**Be s series from an LDA core: how many sweeps?**

I work with $r$ in $a_0=52.92$ pm and $E=-E_h\epsilon/2$, $\epsilon=1/\nu^2$, $E_h=4360$ zJ. Assume $v_{\rm LDA}=v+\Delta$ for $r<r_0$ and $v=-E_h/r$ beyond. With typical Be values $I=1493$ zJ and $\varepsilon_{2s}^{\rm LDA}=-897$ zJ, $\Delta=I+\varepsilon_{2s}^{\rm LDA}=596$ zJ. One outward LDA integration at $E+\Delta$ over $N_0$ points gives $L=u'/u$ at $r_0$. That integration plus the Coulomb series is my unit, the sweep. The output is the Kohn–Sham series, before any kernel.

**Matching.** Setting $L=W'/W$ for $W_{\nu,1/2}(2r/\nu)$ fixes only discrete $\nu$. For a continuous defect, take the Coulomb solutions $F=r+\dots$ and $G=1-2r(\ln 2r+2\gamma-1)+\dots$, with $\gamma$ Euler's constant. The logarithmic series of $W$ with $\psi(1-\nu)=\psi(\nu)+\pi\cot\pi\nu$ gives
$$W\propto G-2[\pi\cot\pi\nu+s]F,\qquad s=\psi(\nu)-\ln\nu+\tfrac1{2\nu}.$$
The inner solution continues as $G-2KF$, $K=\dfrac{G'-LG}{2(F'-LF)}$, so levels obey $\nu=n-\mu$ with $\pi\cot\pi\mu(\epsilon)=s-K$. At threshold $F=xJ_1(x)/4$, $G=-\pi xY_1(x)/2$, $x=\sqrt{8r}$.

**Model.** A wall at $r_c=0.75$ (39.7 pm) stands for the 2s node, followed by depth $V_0=2.4E_h$ (10.46 aJ) up to $r_0=1.5$ (79.4 pm). I chose these assumed inputs to reproduce a typical Be s defect near 0.7 that rises with binding. Then $L=k\cot[k(r_0-r_c)]$, $k^2=4.8-\epsilon$, and the exact model values are $\mu(0)=0.70150$, $\mu_{3s}=0.72043$, $\mu_{4s}=0.71043$, $\mu_{10s}=0.70261$. The 3s level, $-419.5$ zJ, lies above $-\Delta$, so every level sits in the LDA continuum. The target is $M=8$ levels, 3s to 10s, and $\delta E\approx E_h\,\delta\nu/\nu^3$.

**B$_j$, level-by-level matching.** Iterate $\nu\leftarrow n-\mu(1/\nu^2)$ from $n-\mu(0)$. Work is $1+jM$ sweeps, memory $N_0$. Each pass multiplies the error by $\rho=2\mu'(\epsilon)/\nu^3$, which is 0.0172 for 3s.

**A$_p$, interpolation.** Evaluate $\mu$ at $p+1$ nodes: $\epsilon_0=0$, then $[n-\mu(0)]^{-2}$ for $n=3,4,5$. Work is $p+1$ sweeps for any $M$ (the roots of the interpolant need no sweep), memory $N_0$. The error is $\delta\mu=\mu[\epsilon_0,\dots,\epsilon_p,\epsilon]\prod_i(\epsilon-\epsilon_i)$. The divided differences on the nodes run 0.098, 0.017, 0.0063, and each further factor is below 0.2.

**C, spliced potential in a box of radius $R$.** The wavenumber is about $\sqrt{2/r}$, so at fixed phase step the points grow as $\sqrt R$. Work is at least $M\sqrt{R/r_0}$ sweeps and memory $N_0\sqrt{R/r_0}$. Since $R>2\nu^2$, work grows as $Mn$. The wall mixes in the growing WKB solution with phase $e^{-2S}/2$, and the total phase is $\pi\nu$ plus a constant, so $\delta\nu\approx e^{-2S}/2\pi$ with
$$S=\int_{2\nu^2}^R\!\sqrt{\epsilon-2/r}\,dr=2\nu\left[\sqrt{t(t-1)}-\ln(\sqrt t+\sqrt{t-1})\right],\quad t=\frac{R}{2\nu^2}.$$
For 10s and $R=294$ (15.6 nm), $S=6.14$.

Step-size error is excluded throughout, because $L$ is analytic here.

| method | sweeps | memory/$N_0$ | worst level | error/zJ |
|---|---|---|---|---|
| A$_0$ | 1 | 1 | 3s | 6.9 |
| A$_1$ | 2 | 1 | 4s | 0.019 |
| A$_2$ | 3 | 1 | 3s | $1.5\times10^{-4}$ |
| A$_3$ | 4 | 1 | 3s | $4\times10^{-6}$ |
| B$_1$ | 9 | 1 | 3s | 0.12 |
| B$_2$ | 17 | 1 | 3s | 0.0020 |
| C | $\ge112$ | 14 | 10s | $4\times10^{-6}$ (WKB, wall only) |

**Choices.** The cheapest row is A$_0$ for a tolerance of 10 zJ, A$_1$ for 0.1 zJ, A$_2$ for $10^{-3}$ zJ and A$_3$ for $10^{-5}$ zJ, where C costs at least 28 times as much. Within 2 sweeps A$_1$ is best. Within 10 or 20 it is A$_3$, although B$_1$ and then B$_2$ also fit.

**Floor.** A wrong $\Delta$ shifts the inner potential uniformly and moves 3s by its inner probability, 0.019 in the model, times the offset. An assumed offset of 16 zJ (0.10 eV) gives 0.30 zJ, above every row except A$_0$. A larger matching radius encloses more probability and raises this floor. Unless $\Delta$ is known far better, I stop at A$_1$: two sweeps for the whole series.